# Ring-shaped and camel-back band edges

The textbook result $N_c\propto T^{3/2}$ assumes that the band minimum is a point in $k$-space with a parabola around it. In a Rashba-split band the minimum is a ring, and in a camel-back band it is a pair of points separated by a low hump. Both change the density of states (DOS), the temperature law of $N_c$ and the Fermi level at a given doping.

## 1. Premises and conventions

1. Carriers are independent electrons in a band $E(\mathbf k)$. Broadening and band tails are neglected until Section 6.
2. Periodic boundary conditions give one state per band per $(2\pi)^d$ of $k$-space in unit area ($d=2$) or volume ($d=3$). Spin is counted through the band index. A spin-split branch counts once and a spin-degenerate band twice.
3. $\varepsilon=E-E_c\ge0$ is measured from the lowest state of the band, $\varepsilon_F=E_F-E_c$, $\eta=\varepsilon_F/kT$, and $kT$ means $k_BT$.

The DOS and the carrier density are

$$g(\varepsilon)=\sum_b\int\frac{d^dk}{(2\pi)^d}\,\delta\big(\varepsilon-\varepsilon_b(\mathbf k)\big),\qquad n=\int_0^\infty\frac{g(\varepsilon)\,d\varepsilon}{1+e^{\varepsilon/kT-\eta}}.\tag{1}$$

For $\eta\ll-1$ the occupation tends to $e^{\eta}e^{-\varepsilon/kT}$, which defines the effective DOS for any band shape:

$$n=N_c\,e^{\eta},\qquad N_c(T)=\int_0^\infty g(\varepsilon)\,e^{-\varepsilon/kT}d\varepsilon.\tag{2}$$

## 2. The two-dimensional Rashba ring

**Dispersion.** For a sheet with normal $z$ and no inversion symmetry, the model of Bychkov and Rashba (1984) is

$$H=\frac{\hbar^2k^2}{2m}+\alpha(\sigma_xk_y-\sigma_yk_x),\qquad\alpha>0,$$

with Pauli matrices $\sigma_i$ and $\alpha$ in eV Å. Since $\sigma_x^2=\sigma_y^2=1$ and the two anticommute, the square of the spin term is $\alpha^2k^2$, and its eigenvalues are $\pm\alpha k$ with $k=|\mathbf k|$. Completing the square,

$$E_\pm=\frac{\hbar^2k^2}{2m}\pm\alpha k=\frac{\hbar^2(k\pm k_0)^2}{2m}-E_R,\qquad k_0=\frac{m\alpha}{\hbar^2},\quad E_R=\frac{\hbar^2k_0^2}{2m}.$$

The branches cross at $k=0$, $E=0$. The lower branch has its minimum $E_c=-E_R$ on the whole circle $k=k_0$, so $\varepsilon=E+E_R$ and $\alpha=2E_R/k_0$.

**DOS.** For an isotropic branch the angular integral in (1) gives $d^2k/(2\pi)^2\to k\,dk/2\pi$, and the delta function picks the roots $k_i$:

$$g_2=\frac1{2\pi}\sum_i\frac{k_i}{|d\varepsilon/dk|_{k_i}}.$$

Define $q=\sqrt{2m\varepsilon}/\hbar$. At every root $|k\pm k_0|=q$, so all roots have the same slope $\hbar^2q/m$, and $g_2=(m/2\pi\hbar^2)\sum_ik_i/q$.

- Below the crossing, $q<k_0$. The upper branch needs $k=q-k_0<0$ and has no root. The lower branch has $k_0+q$ and $k_0-q$, with sum $2k_0$.
- Above the crossing, $q>k_0$. The lower branch has $k_0+q$, the upper has $q-k_0$, and the sum is $2q$.

With $k_0/q=\sqrt{E_R/\varepsilon}$ and $G_2\equiv m/\pi\hbar^2$,

$$g_2=\begin{cases}G_2\sqrt{\dfrac{E_R}{E+E_R}},&-E_R<E<0,\\[2mm]G_2,&E>0.\end{cases}\tag{3}$$

Above the crossing the DOS equals that of a spin-degenerate parabola. Below it the DOS has the $\varepsilon^{-1/2}$ divergence of a one-dimensional band, because motion along the ring costs no energy.

**Effective DOS.** Insert (3) in (2), with $x=E_R/kT$. In the lower part, put $\varepsilon=kTt^2$, so that $\int_0^{E_R}\sqrt{E_R/\varepsilon}\,e^{-\varepsilon/kT}d\varepsilon=2kT\sqrt x\int_0^{\sqrt x}e^{-t^2}dt=kT\sqrt{\pi x}\,\mathrm{erf}\sqrt x$. The upper part is $kTe^{-x}$. Hence

$$N_{c,2}=G_2kT\,\Phi(x),\qquad\Phi(x)=\sqrt{\pi x}\,\mathrm{erf}\sqrt x+e^{-x}.\tag{4}$$

$\Phi$ is the gain over a parabolic sheet of the same mass. For $kT\gg E_R$, $\sqrt{\pi x}\,\mathrm{erf}\sqrt x\approx2x$ and $e^{-x}\approx1-x$, so $\Phi\approx1+x$ and $N_{c,2}\propto T$. For $kT\ll E_R$, $\Phi\to\sqrt{\pi x}$ and

$$N_{c,2}\to G_2\sqrt{\pi E_RkT}=k_0\sqrt{\frac{mkT}{2\pi\hbar^2}}\propto T^{1/2}.\tag{5}$$

The law holds well beyond its formal range. The states that (5) gains by dropping the erf cut-off nearly balance the term $e^{-x}$ that it omits, and at $kT=E_R$ the exact $\Phi=1.86$ exceeds $\sqrt\pi$ by only 5 %. The second form of (5) contains only the radius and the radial curvature. It therefore holds to leading order in $kT$ for any spin-nondegenerate ring, with $m$ read as the radial curvature mass at the minimum.

**Filling at $T=0$.** Integrating (3),

$$n_2=2G_2\sqrt{E_R\varepsilon_F}\quad(\varepsilon_F<E_R),\qquad n_2=G_2(\varepsilon_F+E_R)\quad(\varepsilon_F>E_R).\tag{6}$$

The crossing is reached at $n_2^*=2G_2E_R=k_0^2/\pi$. Below it $\varepsilon_F=E_R(n_2/n_2^*)^2$, quadratic in density.

## 3. The bulk Rashba ring

In a polar crystal with axis $z$, take $\varepsilon=\varepsilon_\pm(k_\parallel)+\hbar^2k_z^2/2m_z$, with $k_z$ measured from the plane of the ring and $m$, $\alpha$ independent of $k_z$. Each slice of fixed $k_z$ is a sheet with a shifted edge. With $w=\hbar^2k_z^2/2m_z$ and both signs of $k_z$, $dk_z/2\pi\to\sqrt{2m_z}\,dw/(2\pi\hbar\sqrt w)$, so

$$g_3(\varepsilon)=\frac{\sqrt{2m_z}}{2\pi\hbar}\int_0^\varepsilon\frac{g_2(\varepsilon')\,d\varepsilon'}{\sqrt{\varepsilon-\varepsilon'}}.$$

The substitution $\varepsilon'=\varepsilon\sin^2\phi$ gives $d\varepsilon'/\sqrt{\varepsilon'(\varepsilon-\varepsilon')}=2\,d\phi$.

- For $\varepsilon<E_R$, $\phi$ runs to $\pi/2$ and the integral is $\pi G_2\sqrt{E_R}$, independent of energy.
- For $\varepsilon>E_R$, the range $\varepsilon'<E_R$ gives $2G_2\sqrt{E_R}\arcsin\sqrt{E_R/\varepsilon}$ and the rest gives $2G_2\sqrt{\varepsilon-E_R}$.

With $y=\varepsilon/E_R=1+s^2$ and $\arcsin(1/\sqrt{1+s^2})=\pi/2-\arctan s$,

$$g_3=\begin{cases}G_3,&\varepsilon<E_R,\\G_3\left[1+\frac2\pi(s-\arctan s)\right],&\varepsilon>E_R,\end{cases}\qquad G_3=\frac{m\sqrt{2m_zE_R}}{2\pi\hbar^3}.\tag{7}$$

The bulk DOS starts as a step, like that of a quantum well, while the constant-energy surface is a torus. It leaves the plateau smoothly, since $s-\arctan s\approx s^3/3$.

The Boltzmann factor of a sum of energies is a product, so (2) factorises, and $\int dk_z\,e^{-w/kT}/2\pi=\sqrt{m_zkT/2\pi\hbar^2}$ gives

$$N_{c,3}=G_2kT\,\Phi(x)\sqrt{\frac{m_zkT}{2\pi\hbar^2}}\;\to\;G_3kT\quad(kT\ll E_R).\tag{8}$$

The bulk law is $N_c\propto T$, not $T^{1/2}$ and not $T^{3/2}$. Each confining direction contributes $T^{1/2}$ and the direction along the ring contributes none.

While the occupied states lie on the plateau, (1) integrates in closed form:

$$n_3=G_3kT\ln(1+e^\eta).\tag{9}$$

At $T=0$, $n_3=G_3\varepsilon_F$ up to $n_3^*=G_3E_R=k_0^2k_{z0}/4\pi$, where $k_{z0}=\sqrt{2m_zE_R}/\hbar$. Above it, use $dy=2s\,ds$, $\int2s^2ds=2s^3/3$ and $\int2s\arctan s\,ds=(1+s^2)\arctan s-s$, now with $y=\varepsilon_F/E_R$:

$$\frac{n_3}{n_3^*}=y+\frac2\pi\left(\frac{2s^3}3+s-y\arctan s\right).\tag{10}$$

## 4. The camel-back valley

**General formula.** Let $\varepsilon=\hbar^2k_t^2/2m_t+u(k_z)$, with $k_t$ the transverse wave vector, constant $m_t$, twofold spin degeneracy and $\min u=0$. A slice of fixed $k_z$ is a parabolic sheet. Its single root has $k_t/|d\varepsilon/dk_t|=m_t/\hbar^2$, so its DOS is $m_t/2\pi\hbar^2$ per spin above the edge $u(k_z)$ and zero below. Summing slices and spins, with $\Theta$ the unit step,

$$g(\varepsilon)=\frac{m_t}{\pi\hbar^2}\int\frac{dk_z}{2\pi}\,\Theta\big(\varepsilon-u(k_z)\big)=\frac{m_t}{2\pi^2\hbar^2}L(\varepsilon),\tag{11}$$

where $L(\varepsilon)$ is the total length of the $k_z$ intervals on which $u<\varepsilon$. A spin-nondegenerate valley has half this value. For $u=\hbar^2k_z^2/2m_l$, $L=2\sqrt{2m_l\varepsilon}/\hbar$ and (11) is the familiar $m_t\sqrt{2m_l\varepsilon}/\pi^2\hbar^3$. Doing the energy integral of (2) slice by slice, $\int_u^\infty e^{-\varepsilon/kT}d\varepsilon=kTe^{-u/kT}$, so

$$N_c=\frac{m_tkT}{\pi\hbar^2}\int\frac{dk_z}{2\pi}e^{-u(k_z)/kT}.\tag{12}$$

**Origin of the hump.** Two bands $2D$ apart, coupled by a term $Pk_z$, have the matrix $ak_z^2+D\tau_z+Pk_z\tau_x$, with $a=\hbar^2/2m_l$ and Pauli matrices $\tau_i$ in the band index. The lower eigenvalue is $ak_z^2-\sqrt{D^2+P^2k_z^2}$, which expands as

$$-D-\left(\frac{P^2}{2D}-a\right)k_z^2+\frac{P^4}{8D^3}k_z^4-\dots$$

For $P^2>2aD$ the centre is a maximum along $k_z$, and two minima appear at $\pm k_m$ with a hump of height $\Delta$ between them. The conduction valleys of GaP near X and the valence-band top of tellurium (with the energy inverted) have this shape. Two limits can be solved:

- *Smooth hump*, $P^2$ just above $2aD$. The series stops at fourth order and $u=\Delta(1-k_z^2/k_m^2)^2$. The curvature $u''(k_m)=8\Delta/k_m^2$ defines the valley mass through $\hbar^2/m_v=8\Delta/k_m^2$.
- *Sharp hump*, $D\to0$. Then $u=a(|k_z|-k_m)^2$ with $k_m=P/2a$, $\Delta=ak_m^2$ and $m_v=m_l$.

**DOS of the smooth hump.** With $e=\varepsilon/\Delta$, the condition $u<\varepsilon$ reads $1-\sqrt e<k_z^2/k_m^2<1+\sqrt e$. Therefore

$$L=2k_m\left[\sqrt{1+\sqrt e}-\sqrt{1-\sqrt e}\right]\ (e<1),\qquad L=2k_m\sqrt{1+\sqrt e}\ (e>1).$$

For $e\ll1$, $L\approx2k_m\sqrt e$, which equals $2\times2\sqrt{2m_v\varepsilon}/\hbar$ and describes two parabolic valleys. At $e=1$ the two intervals join. $L$ is continuous, but since $1-\sqrt e\approx(1-e)/2$ it approaches $2\sqrt2k_m$ as $-2k_m\sqrt{(1-e)/2}$ with infinite slope, the van Hove singularity of a saddle point. For $e\gg1$, $L\propto\varepsilon^{1/4}$.

**Effective valley number.** One parabolic valley of mass $m_v$ has $\int e^{-u/kT}dk_z=\sqrt{2\pi m_vkT}/\hbar$. Define $\nu$ as the integral in (12) divided by this, so that $N_c=\nu\cdot2(m_tkT/2\pi\hbar^2)\sqrt{m_vkT/2\pi\hbar^2}$, and let $b=\Delta/kT$.

For the sharp hump each half-axis holds a Gaussian cut off at distance $k_m$ on one side, which keeps the fraction $(1+\mathrm{erf}\sqrt b)/2$:

$$\nu_{\rm sharp}=1+\mathrm{erf}\sqrt b.\tag{13}$$

For the smooth hump, with $\kappa=k_z/k_m$, the reference integral is $k_m\sqrt{\pi/4b}$, and

$$\nu_{\rm smooth}=\sqrt{\frac{4b}\pi}\int_{-\infty}^\infty e^{-b(1-\kappa^2)^2}d\kappa.\tag{14}$$

At low temperature put $t=\kappa^2-1$. The two half-axes give $\int e^{-bt^2}(1+t)^{-1/2}dt$. Expanding $(1+t)^{-1/2}=1-t/2+3t^2/8-\dots$ and using the Gaussian mean $\langle t^2\rangle=1/2b$ gives $\nu\approx2(1+3/16b)$. At high temperature only $\kappa^4$ matters, $\int e^{-b\kappa^4}d\kappa=2\Gamma(5/4)b^{-1/4}$, so $\nu\propto T^{-1/4}$ and $N_c\propto T^{5/4}$. Numerical evaluation of (13) and (14) gives:

| $kT/\Delta$ | 0.1 | 1 | 10 | 100 |
|---|---|---|---|---|
| $\nu_{\rm sharp}$ | 2.00 | 1.84 | 1.35 | 1.11 |
| $\nu_{\rm smooth}$ | 2.04 | 2.23 | 1.33 | 0.69 |

For $kT\ll\Delta$ the camel back counts as two valleys of mass $m_v$. For $kT\gg\Delta$ it is one connected valley, but the count does not halve at $kT=\Delta$, where two valleys remain correct to about 10 %. The sharp hump reaches $\nu=1.5$ only at $kT=4.4\,\Delta$ and tends to one valley of the same mass. The smooth hump merges into a valley that has no mass along $k_z$. Both high-temperature limits refer to the lower band alone. The partner band lies $2\sqrt{D^2+P^2k_z^2}$ higher and must be added once $kT$ is comparable with $2D$ plus the hump. For $D=0$ it is $a(|k_z|+k_m)^2$ and contributes $1-\mathrm{erf}\sqrt b$, so the two bands together count as 2 at all temperatures.

A line through the centre of a Rashba ring shows the sharp-hump profile, but the counting differs. A camel back has two isolated minima and $N_c\propto T^{3/2}$ at low temperature, while the bulk ring has a continuum of minima and $N_c\propto T$.

## 5. Consequences for carrier statistics

**Onset of degeneracy.** If $g\propto\varepsilon^{p-1}$, then (2) gives $N_c\propto T^p$. Expanding the occupation in $z=e^\eta$ as $ze^{-\varepsilon/kT}-z^2e^{-2\varepsilon/kT}+\dots$, the second term is the first at temperature $T/2$, so $n=N_c(z-2^{-p}z^2+\dots)$. At $z=0.1$ the Boltzmann form overestimates $n$ by about 7 % for the sheet ring ($p=1/2$), 5 % for the bulk ring ($p=1$) and 3.5 % for a parabolic bulk valley ($p=3/2$).

**Activation plots.** For donors of density $N_D$, depth $E_D$ and degeneracy factor $\beta$, compensated by $N_A$ acceptors, neutrality reads $n+N_A=N_D/[1+\beta(n/N_c)e^{E_D/kT}]$. For $n\ll N_A$ this gives $n=N_c\,e^{-E_D/kT}(N_D-N_A)/\beta N_A$. If $N_c\propto T^p$ and one plots $\ln(nT^{-3/2})$ against $1/kT$, the slope is $-E_D+(3/2-p)kT$. For a bulk ring the apparent $E_D$ is low by $kT/2$, which is 3.3 meV at 77 K.

## 6. Range of validity

**Warping.** A trigonal crystal allows a term $\lambda k^3\cos3\theta\,\sigma_z$, with $\theta$ the in-plane angle. It anticommutes with the Rashba term, so $\alpha k\to\sqrt{\alpha^2k^2+\lambda^2k^6\cos^23\theta}$. To first order in $\lambda^2$ the ring bottom becomes $\delta_w\sin^23\theta$ above six minima, with $\delta_w=\lambda^2k_0^5/2\alpha$. Averaging the Boltzmann factor over angle with $\sin^2=(1-\cos6\theta)/2$ multiplies (5) and the limit in (8), referred to the new minima, by $e^{-\zeta}I_0(\zeta)$, where $\zeta=\delta_w/2kT$ and $I_0$ is the modified Bessel function. For $\zeta\gg1$ this tends to $(2\pi\zeta)^{-1/2}\propto T^{1/2}$, and the point-minimum laws return. An illustrative $\delta_w=2$ meV gives 0.96 at 300 K and 0.61 at 20 K.

**Broadening.** Scattering with level width $\Gamma$ cuts off the divergence in (3) and rounds the step in (7). The ring laws need $\max(\delta_w,\Gamma)\ll kT\lesssim E_R$, or the same bounds on $\varepsilon_F$ in a degenerate gas.

**Nonparabolicity.** A two-band relation $\varepsilon(1+\varepsilon/E_g)=\hbar^2q^2/2m$ raises the DOS mass by the fraction $2\varepsilon/E_g$. This is an estimate of size, since the correction for a spin-split band depends on the branch.

**Separability.** Equations (7) to (12) need $m$, $\alpha$ or $m_t$ independent of $k_z$. For a cosine band along $z$ with lattice constant $c$, the quartic term is the fraction $(k_zc)^2/12$ of the quadratic one.

**Surfaces.** Equation (3) holds per subband. Further occupied subbands add their own DOS, each with its own edge and splitting.

**Statistics.** $N_c$ has meaning only for $n\ll N_c$. Otherwise use (1), (6), (9) or (10). The camel-back results further need $\Delta\gg\Gamma$ and an empty partner band.

## 7. Illustration with BiTeI-like parameters

BiTeI is a polar trigonal semiconductor. Its conduction-band minimum is a Rashba ring around the A point of the Brillouin zone, and its Te-terminated surface carries an electron accumulation layer with a splitting of similar size. The model treats the dispersion along $k_z$ as a single parabola, so Sections 2 and 3 apply. The inputs are approximate typical values: $E_R=0.10$ eV and $m=0.10\,m_e$ for surface and bulk alike, $E_g\approx0.38$ eV and $c\approx6.9$ Å. The axial mass is the least certain input. It is roughly five to ten times $m$, and $m_z=0.7\,m_e$ is taken from the middle of that range. All results are the model's.

With $\hbar^2/m_e=7.620$ eV Å$^2$:

- $k_0=\sqrt{2mE_R}/\hbar=0.0512$ Å$^{-1}$ and $\alpha=2E_R/k_0=3.90$ eV Å
- $G_2=4.18\times10^{13}$ cm$^{-2}$ eV$^{-1}$ and $n_2^*=8.35\times10^{12}$ cm$^{-2}$
- $k_{z0}=0.136$ Å$^{-1}$, $n_3^*=2.83\times10^{19}$ cm$^{-3}$ and $G_3=2.83\times10^{20}$ cm$^{-3}$ eV$^{-1}$
- $E_R/k_B=1160$ K

Equations (4) and (8) give the following, where "parabolic" means the same masses with $\Phi=1$.

| $T$ (K) | $x$ | $\Phi$ | $N_{c,2}$ ($10^{11}$ cm$^{-2}$) | parabolic | $N_{c,3}$ ($10^{17}$ cm$^{-3}$) | parabolic |
|---|---|---|---|---|---|---|
| 20 | 58.0 | 13.5 | 9.7 | 0.72 | 4.9 | 0.36 |
| 77 | 15.1 | 6.88 | 19 | 2.8 | 19 | 2.7 |
| 300 | 3.87 | 3.49 | 38 | 11 | 73 | 21 |

At 300 K, $\Phi$ exceeds $\sqrt{\pi x}$ by 0.06 %, so the ring laws $T^{1/2}$ and $T$ cover the whole table within the model. The 20 K row is the one exposed to warping and broadening.

**Surface sheet, one subband, $T=0$.** At $n_2=4\times10^{12}$ cm$^{-2}$, (6) gives $\varepsilon_F=E_R(n_2/n_2^*)^2=23$ meV, against $n_2/G_2=96$ meV for a parabolic sheet. At $1.5\times10^{13}$ cm$^{-2}$ the crossing is passed and $\varepsilon_F=n_2/G_2-E_R=0.26$ eV.

**Bulk, $n_3=1\times10^{19}$ cm$^{-3}$.** At $T=0$, $\varepsilon_F=n_3/G_3=35$ meV. A parabolic valley with $m_d=(m^2m_z)^{1/3}=0.191\,m_e$ would give $\hbar^2(3\pi^2n_3)^{2/3}/2m_d=88$ meV. At 300 K, $G_3kT=7.32\times10^{18}$ cm$^{-3}$ and $n_3/G_3kT=1.366$. Inverting (9), $\eta=\ln(e^{1.366}-1)=1.07$ and $\varepsilon_F=28$ meV. The extra DOS above the crossing in (7) holds less than 0.2 % of the electrons, so (9) suffices. Boltzmann statistics would give $kT\ln1.366=8$ meV and is not usable here.

**Bulk, $n_3=4\times10^{19}$ cm$^{-3}$, $T=0$.** Here $n_3/n_3^*=1.413$. Solving (10) gives $y=1.405$, so $\varepsilon_F=0.14$ eV, which is 0.04 eV above the crossing.

**Size of the neglected terms.** The nonparabolic fraction $2\varepsilon/E_g$ is 0.14 at $\varepsilon=kT$ for 300 K, 0.53 at the crossing and 1.4 at 0.26 eV. The quartic term along $z$ is 7 % at $k_{z0}$. Moving $m_z$ to $0.5\,m_e$ or $1.0\,m_e$ scales every bulk density by 0.85 or 1.20. The effective densities of states are therefore good to some tens of per cent as estimates for the material, and the exponents of $T$ are more robust than the prefactors.

As typical knowledge, as-grown BiTeI crystals are degenerately n-type at a few $10^{19}$ cm$^{-3}$ with the Fermi level near or somewhat above the crossing, which is the regime in which the model's $n_3^*$ places them. The surface accumulation layer typically holds of order $10^{13}$ cm$^{-2}$ or more, lies above the crossing and fills more than one subband. There both nonparabolicity and the extra subbands add states, so at a given total sheet density the model's 0.26 eV is too high, plausibly by several tens of per cent. The ring regime of (5) and the first form of (6) is reached at a surface only after depletion below the model's $n_2^*$.